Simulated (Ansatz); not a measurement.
Level of theory: DFT PBE, scalar-relativistic, plane waves, PAW in Ansatz. Settings: cutoff 420 eV, Γ-centred meshes spaced at most about 0.3 Å⁻¹, and about 0.25 Å⁻¹ or finer for metals (2π included), Gaussian smearing. No spin polarisation in the final relaxations.

These are static total energies at zero pressure.

Two relaxed structures of SnGe2:

A. Space group F-43m (No. 216), cubic, a = 6.727 Å. Sn is surrounded by 4 Ge at 2.91 Å and 6 Ge at 3.36 Å; around Ge on its first site lie 4 Ge at 2.91 Å and 4 Sn at 2.91 Å; Ge on its second site has 4 Ge at 2.91 Å and 6 Sn at 3.36 Å.

B. Space group Fd-3m (No. 227), cubic, a = 8.125 Å. Sn has 12 Ge at 3.37 Å and 4 Sn at 3.52 Å; around Ge lie 6 Ge at 2.87 Å and 6 Sn at 3.37 Å.

Question: Which form is favoured at zero pressure, and by what margin per atom?

Answer: B is lower, by 21 meV/atom. A has space group F-43m (No. 216), 25.4 Å³/atom and no gap on its mesh; B has the cubic Laves (C15) type, space group Fd-3m (No. 227), 22.4 Å³/atom and no gap. Counting Ge atoms around Sn (those within 1.25 times the shortest such distance or 1.15 times the sum of covalent radii, 1.27 where that leaves under three; a plus sign parts nearer from farther groups; the shortest distance is added where it exceeds 1.18 times the sum of covalent radii), A has Sn 4+6 and B has Sn 12 from 3.4 Å. The denser one is the lower, and pressure would at first widen the difference. Even the lower one lies +0.26 eV/atom against the reference forms of the elements (uncorrected), so neither is stable at this level. Both come from invented guesses. A third cell relaxed alike, in P4/mmm, lies 16 meV/atom below the lower of the two.

Cells relaxed within their symmetry can be saddle points.

The Laves form is favoured over the F-43m form by only 21 meV/atom, a small gap beside the +0.26 eV/atom that separates it from the elements. That larger penalty has a plain chemical origin. Tin and germanium belong to the same group and differ little in electronegativity, so charge transfer offers almost no gain to offset the loss of the directed tetrahedral bonds that four valence electrons per atom favour. In both structures even the shortest contacts, 2.87 Å between Ge atoms in B and 2.91 Å in A, are well beyond normal single bonds, which points to weak, delocalised bonding and fits the absence of a gap. Among such metallic arrangements, the more efficient packing of large Sn and small Ge atoms probably tips the balance towards B. The unfavourable energies agree with the known poor miscibility of the two elements in the bulk. The lower P4/mmm cell rules out B as the ground state of this composition, and an ordered diamond-like arrangement, which would keep the tetrahedral bonds, would probably be a stronger competitor than either A or B.
